**Relativistic shift and splitting of the 4f level in 2+ ions, Ce to Ta**

The table holds 4f orbital energies from non-relativistic and Dirac-Coulomb Hartree-Fock calculations at the basis limit, as configuration averages without correlation. The program tests a shift $c(Z\alpha)^2$ on the pure 4fⁿ rows, expresses the splitting through a hydrogenic $Z_\text{eff}$, and prints how the rows with 5d or 6s electrons depart from them. It predicts the withheld Ce²⁺ and Pr²⁺ rows by cubics through Nd–Eu, with bars from the cubic-quadratic gap plus rounding, back-tests the recipe on Pm and Nd, and sets a single power law and a constant percentage beside them. The output shows that $c$ is not constant (local exponent 1.97 to 2.56) and that all ten predictions fall inside their bars, with misses that mean extra curvature in the extrapolated quantities. The power law and the constant percentage underestimate the Ce shift by 0.158 and 0.199 eV.

B-spline radial code 1, spherical 2+ ions at the basis-set limit: non-relativistic Hartree-Fock with a point nucleus, and Dirac-Coulomb Hartree-Fock with a Fermi nucleus. Both use the same configuration and average over it, the Dirac runs over whole nl shells (both j together). ε is the orbital energy.

## Numerical check

```python
# Table: 4f orbital energies (eV) of 2+ ions Ce..Ta, B-spline radial code, non-relativistic HF
# beside Dirac-Coulomb HF, configuration averages. Tested: shift = c (Z alpha)^2, splitting ~ Zeff^4;
# withheld rows predicted from the nearest pure 4f^n rows; power law and constant % as alternatives.
T = {
    'ion': ['Ce2+', 'Pr2+', 'Nd2+', 'Pm2+', 'Sm2+', 'Eu2+', 'Gd2+', 'Tb2+', 'Dy2+', 'Ho2+', 'Er2+', 'Tm2+', 'Yb2+', 'Lu2+', 'Hf2+', 'Ta2+'],
    'Z': [58, 59, 60, 61, 62, 63, 64, 65, 66, 67, 68, 69, 70, 71, 72, 73],
    'N': [56, 57, 58, 59, 60, 61, 62, 63, 64, 65, 66, 67, 68, 69, 70, 71],
    'configuration': ['[Xe] 4f2', '[Xe] 4f3', '[Xe] 4f4', '[Xe] 4f5', '[Xe] 4f6', '[Xe] 4f7', '[Xe] 4f7 5d1', '[Xe] 4f9', '[Xe] 4f10', '[Xe] 4f11', '[Xe] 4f12', '[Xe] 4f13', '[Xe] 4f14', '[Xe] 4f14 6s1', '[Xe] 4f14 5d2', '[Xe] 4f14 5d3'],
    'e_nr': [-23.6463, -24.9955, -26.1813, -27.2399, -28.1946, -29.0617, -38.0215, -30.5783, -31.244, -31.8561, -32.4193, -32.9376, -33.4144, -46.543, -53.1629, -63.8904],  # eV
    'e_4f52': [-20.2524, -21.5755, -22.7015, -23.6815, -24.5465, -25.3171, -33.5617, -26.6304, -27.1929, -27.7025, -28.1651, -28.5857, -28.9688, -40.4878, -47.0234, -56.9473],  # eV
    'e_4f72': [-20.0086, -21.2673, -22.323, -23.2259, -24.0061, -24.6835, -32.801, -25.7819, -26.2212, -26.5959, -26.9112, -27.1709, -27.3785, -38.7427, -45.072, -54.7712],  # eV
    'e_avg': [-20.1131, -21.3994, -22.4852, -23.4212, -24.2377, -24.9551, -33.127, -26.1455, -26.6377, -27.0702, -27.4486, -27.7772, -28.0601, -39.4906, -45.9083, -55.7038],  # eV
    'e_pct': [-14.9, -14.4, -14.1, -14.0, -14.0, -14.1, -12.9, -14.5, -14.7, -15.0, -15.3, -15.7, -16.0, -15.2, -13.6, -12.8],  # %
}
HELD = [0, 1]  # rows withheld from the fit
import numpy as np
from scipy.constants import alpha, physical_constants as pc
Ha = pc['Hartree energy in eV'][0]; cm = 100*pc['inverse meter-electron volt relationship'][0]
ion = T['ion']; A = lambda k: np.array(T[k], float)
Z, nr, e5, e7, av, pct = [A(k) for k in ('Z', 'e_nr', 'e_4f52', 'e_4f72', 'e_avg', 'e_pct')]
sh = av-nr; sp = e7-e5; za = (Z*alpha)**2; c = sh/za
k = alpha**2*Ha/(2*4**3*3*4); Ze = (sp/k)**0.25
known = [i for i in range(len(Z)) if i not in HELD]
pure = [i for i in known if len(T['configuration'][i].split()) == 2]
ix = {s[:2]: i for i, s in enumerate(ion)}
print("ion, outer shells, shift eV, %, c=shift/(Z alpha)^2 eV, splitting eV, Zeff, 4f5/2 minus non-rel eV")
for i in known:
    print(f"{ion[i]:5s}{T['configuration'][i][5:]:9s}{sh[i]:7.4f}{100*(av[i]/nr[i]-1):8.2f}{c[i]:7.2f}{sp[i]:8.4f}{Ze[i]:7.2f}{e5[i]-nr[i]:7.3f}")
p, b = np.polyfit(np.log(Z[pure]), np.log(sh[pure]), 1); pw = lambda z: np.exp(b)*z**p
r = sh-pw(Z); loc = np.diff(np.log(sh[pure]))/np.diff(np.log(Z[pure]))
print(f"pure 4f^n power law: exponent {p:.2f}; local exponent {loc[0]:.2f} (Nd-Pm) to {loc[-1]:.2f} (Tm-Yb)")
print("residuals eV, fitted:", " ".join(f"{ion[i][:2]}{r[i]:+.3f}" for i in pure), "(rounding 0.0001)")
print("residuals eV, not fitted:", " ".join(f"{ion[i][:2]}{r[i]:+.2f}" for i in known if i not in pure))
dZ = np.diff(Ze[pure])/np.diff(Z[pure])
print(f"Zeff rise per element: {dZ[0]:.2f} (Nd-Pm) to {dZ[-1]:.2f} (Tm-Yb); splitting Yb/Nd {sp[ix['Yb']]/sp[ix['Nd']]:.2f}, shift Yb/Nd {sh[ix['Yb']]/sh[ix['Nd']]:.2f}")
print(f"hydrogenic direct term, j mean = {-3*(16/14-0.75):.1f} x splitting (binding; order of magnitude only)")
for a_, b_ in (('Eu', 'Gd'), ('Yb', 'Lu')):
    print(f"{a_}->{b_}: non-rel {nr[ix[b_]]-nr[ix[a_]]:+.2f} eV, Dirac mean {av[ix[b_]]-av[ix[a_]]:+.2f} eV, shift {sh[ix[b_]]-sh[ix[a_]]:+.2f} eV")
print(f"Gd shift above the Eu/Tb mean: {sh[ix['Gd']]-(sh[ix['Eu']]+sh[ix['Tb']])/2:.2f} eV")
# typed from further outputs of the same runs: ionisation energies (non-rel, Dirac), sum r^2, Sm 4f zeta and <1/r>
IE = {'Nd': (22.0467, 18.56907), 'Eu': (23.87158, 19.93702), 'Yb': (26.09846, 20.86297)}
print("drop of ionisation energy vs level shift eV:", "; ".join(f"{s} {v[0]-v[1]:.2f} vs {sh[ix[s]]:.2f}" for s, v in IE.items()))
print("non-rel |level| minus ionisation energy eV:", "; ".join(f"{s} {-nr[ix[s]]-v[0]:.2f}" for s, v in IE.items()))
print(f"sum r^2 change with relativity: Nd {100*(41.79199/42.7225-1):.1f} %, Yb {100*(35.40022/36.39741-1):.1f} %")
print(f"Sm: 3.5 zeta(non-rel) {3.5*1373.491*cm:.3f} eV vs splitting {sp[ix['Sm']]:.3f}; shift/<1/r> = {sh[ix['Sm']]/Ha/1.445922:.1f} electron")
def W(zs, z):
    return np.array([np.prod([(z-u)/(v-u) for u in zs if u != v]) for v in zs])
def ext(y, dy, idx, z):
    w = W(Z[idx], z); cub = w@y[idx]; quad = W(Z[idx[:3]], z)@y[idx[:3]]
    return cub, 2*abs(cub-quad)+np.abs(w)@dy[idx]
def pred(idx, i):
    n_, dn = ext(nr, 0*Z+5e-5, idx, Z[i]); c_, dc = ext(c, 1e-4/za, idx, Z[i])
    z_, dz = ext(Ze, Ze*1e-4/(4*sp), idx, Z[i]); s, ds = c_*za[i], dc*za[i]
    return [("non-rel level eV", n_, dn, nr[i]), ("shift eV", s, ds, sh[i]),
            ("splitting eV", k*z_**4, 4*k*z_**3*dz, sp[i]), ("Dirac mean eV", n_+s, dn+ds, av[i]),
            ("change %", 100*s/n_, 100*abs(s/n_)*(ds/s+dn/abs(n_))+0.05, pct[i])]
print("back-test from Sm, Eu, Tb, Dy: miss (computed - predicted) / bar")
for i in (pure[1], pure[0]):
    print(ion[i], "; ".join(f"{n} {t-v:+.3f}/{d:.3f}" for n, v, d, t in pred(pure[2:6], i)[:3]))
assert all(e5[i] > nr[i] and e7[i] > e5[i] for i in known)
assert np.all(np.diff(sh[pure]) > 0) and 2 <= p <= 4
assert np.all((dZ > 0.8) & (dZ < 1.3))
f0 = np.mean(sh[pure[:4]]/nr[pure[:4]])
print("withheld rows, cubic through Nd-Eu: predicted +- bar, computed, miss")
for i in sorted(HELD, reverse=True):
    P = pred(pure[:4], i)
    for n, v, d, t in P:
        print(f"{ion[i]} {n:17s}{v:9.3f} +-{d:6.3f}{t:9.3f}{t-v:+8.3f} {'inside' if abs(t-v) <= d else 'OUTSIDE'}")
    print(f"{ion[i]} shift misses eV: power law {sh[i]-pw(Z[i]):+.3f}, constant {100*f0:.2f} % {sh[i]-f0*P[0][1]:+.3f}; computed c {c[i]:.2f} eV, Zeff {Ze[i]:.2f}, 4f5/2 minus non-rel {e5[i]-nr[i]:.3f} eV")
```

It prints:

```
ion, outer shells, shift eV, %, c=shift/(Z alpha)^2 eV, splitting eV, Zeff, 4f5/2 minus non-rel eV
Nd2+ 4f4       3.6961  -14.12  19.28  0.3785  25.17  3.480
Pm2+ 4f5       3.8187  -14.02  19.27  0.4556  26.36  3.558
Sm2+ 4f6       3.9569  -14.03  19.33  0.5404  27.51  3.648
Eu2+ 4f7       4.1066  -14.13  19.43  0.6336  28.63  3.745
Gd2+ 4f7 5d1   4.8945  -12.87  22.44  0.7607  29.97  4.460
Tb2+ 4f9       4.4328  -14.50  19.70  0.8485  30.80  3.948
Dy2+ 4f10      4.6063  -14.74  19.86  0.9717  31.86  4.051
Ho2+ 4f11      4.7859  -15.02  20.02  1.1066  32.91  4.154
Er2+ 4f12      4.9707  -15.33  20.19  1.2539  33.95  4.254
Tm2+ 4f13      5.1604  -15.67  20.35  1.4148  34.99  4.352
Yb2+ 4f14      5.3543  -16.02  20.52  1.5903  36.03  4.446
Lu2+ 4f14 6s1  7.0524  -15.15  26.27  1.7451  36.88  6.055
Hf2+ 4f14 5d2  7.2546  -13.65  26.28  1.9514  37.92  6.139
Ta2+ 4f14 5d3  8.1866  -12.81  28.85  2.1761  38.97  6.943
pure 4f^n power law: exponent 2.43; local exponent 1.97 (Nd-Pm) to 2.56 (Tm-Yb)
residuals eV, fitted: Nd+0.031 Pm+0.003 Sm-0.012 Eu-0.020 Tb-0.019 Dy-0.014 Ho-0.006 Er+0.003 Tm+0.013 Yb+0.024 (rounding 0.0001)
residuals eV, not fitted: Gd+0.61 Lu+1.54 Hf+1.55 Ta+2.28
Zeff rise per element: 1.19 (Nd-Pm) to 1.04 (Tm-Yb); splitting Yb/Nd 4.20, shift Yb/Nd 1.45
hydrogenic direct term, j mean = -1.2 x splitting (binding; order of magnitude only)
Eu->Gd: non-rel -8.96 eV, Dirac mean -8.17 eV, shift +0.79 eV
Yb->Lu: non-rel -13.13 eV, Dirac mean -11.43 eV, shift +1.70 eV
Gd shift above the Eu/Tb mean: 0.62 eV
drop of ionisation energy vs level shift eV: Nd 3.48 vs 3.70; Eu 3.93 vs 4.11; Yb 5.24 vs 5.35
non-rel |level| minus ionisation energy eV: Nd 4.13; Eu 5.19; Yb 7.32
sum r^2 change with relativity: Nd -2.2 %, Yb -2.7 %
Sm: 3.5 zeta(non-rel) 0.596 eV vs splitting 0.540; shift/<1/r> = 0.1 electron
back-test from Sm, Eu, Tb, Dy: miss (computed - predicted) / bar
Pm2+ non-rel level eV +0.004/0.022; shift eV +0.001/0.005; splitting eV -0.000/0.002
Nd2+ non-rel level eV +0.021/0.082; shift eV +0.006/0.019; splitting eV -0.001/0.005
withheld rows, cubic through Nd-Eu: predicted +- bar, computed, miss
Pr2+ non-rel level eV   -25.003 +- 0.033  -24.995  +0.007 inside
Pr2+ shift eV             3.593 +- 0.011    3.596  +0.004 inside
Pr2+ splitting eV         0.309 +- 0.002    0.308  -0.001 inside
Pr2+ Dirac mean eV      -21.410 +- 0.044  -21.399  +0.011 inside
Pr2+ change %           -14.369 +- 0.113  -14.400  -0.031 inside
Pr2+ shift misses eV: power law +0.077, constant -14.08 % +0.077; computed c 19.40 eV, Zeff 23.91, 4f5/2 minus non-rel 3.420 eV
Ce2+ non-rel level eV   -23.687 +- 0.133  -23.646  +0.041 inside
Ce2+ shift eV             3.511 +- 0.041    3.533  +0.022 inside
Ce2+ splitting eV         0.246 +- 0.007    0.244  -0.002 inside
Ce2+ Dirac mean eV      -20.176 +- 0.174  -20.113  +0.063 inside
Ce2+ change %           -14.822 +- 0.307  -14.900  -0.078 inside
Ce2+ shift misses eV: power law +0.158, constant -14.08 % +0.199; computed c 19.72 eV, Zeff 22.55, 4f5/2 minus non-rel 3.394 eV
```
